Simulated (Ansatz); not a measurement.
Ge: pressure against volume scale

Periodic Kohn-Sham DFT of a crystal at fixed atoms, scaled to volume_scale times the given cell; pressure positive in compression, energy less spherical unpolarised free atoms, largest_vzz the field gradient of largest size among the nuclei. The results are calculated, by Ansatz 0.2.0.

The cell before it is scaled or strained (space group Fd-3m, No. 227):
```
CELL_PARAMETERS angstrom
0.00000 2.82880 2.82880
2.82880 0.00000 2.82880
2.82880 2.82880 0.00000
ATOMIC_POSITIONS crystal
Ge 0.50000 0.50000 0.50000
Ge 0.75000 0.75000 0.75000
```

Settings of every row: method all-electron PAW; functional PBEsol; relativity scalar; k mesh 11x11x11; filling fermi-dirac; smearing width 0.05 eV; nucleus gaussian.

Atom start moment: 0 on all atoms.

Limits: small gap, it may come from the mesh.

| row | volume scale | V (Å³/atom) | pressure (GPa) |
| --- | --- | --- | --- |
| 1 | 0.94 | 21.278 | 5.692 |
| 2 | 0.96 | 21.731 | 3.808 |
| 3 | 0.98 | 22.184 | 2.132 |
| 4 | 0.99 | 22.41 | 1.371 |
| 5 | 1 | 22.636 | 0.658 |
| 6 | 1.01 | 22.863 | ? |
| 7 | 1.02 | 23.089 | -0.662 |
| 8 | 1.04 | 23.542 | -1.846 |
| 9 | 1.06 | 23.995 | -2.898 |

Question: what pressure should row 6 give?

Worked fit of pressure. Take u = (V_r/V)^(2/3) − 1 with V_r = 22.523 Å³ an atom, which is twice the finite (Eulerian) strain; such expansions in the strain, on which the Birch-Murnaghan equation of state is built, carry the rest volume and the bulk modulus. The shown rows have u = 0.03864, 0.02415, 0.01016, 0.00336, -0.00333, -0.01641, -0.02907, -0.04133. Least squares give pressure = 1.0091 + 107.327 × u + 335.02 × u² + 628 × u³ GPa; a parabola predicts inner rows, each left out in turn, worse (root mean square 0.011 against 0.0043 GPa). The rows lie off it by -0.001, 0.003, -0.003, -0.003, 0.003, 0.003, -0.003, 0.001. The pressure vanishes at u = -0.0097, or V = 22.85 Å³ an atom, and there the bulk modulus at fixed shape and fractions is B = −V dP/dV = (2/3)(1 + u) dP/du = 66.7 GPa. The withheld row has u = -0.00994, so the fit gives 1.0091 + 107.327 × (-0.00994) + 335.02 × (-0.00994)² + 628 × (-0.00994)³ = -0.025 GPa.

The calculation gave -0.018 GPa. The fit lies 0.007 GPa (39 % of the value, 0.081 % of the column's range) below it; its largest miss of a shown row is 0.003 GPa.
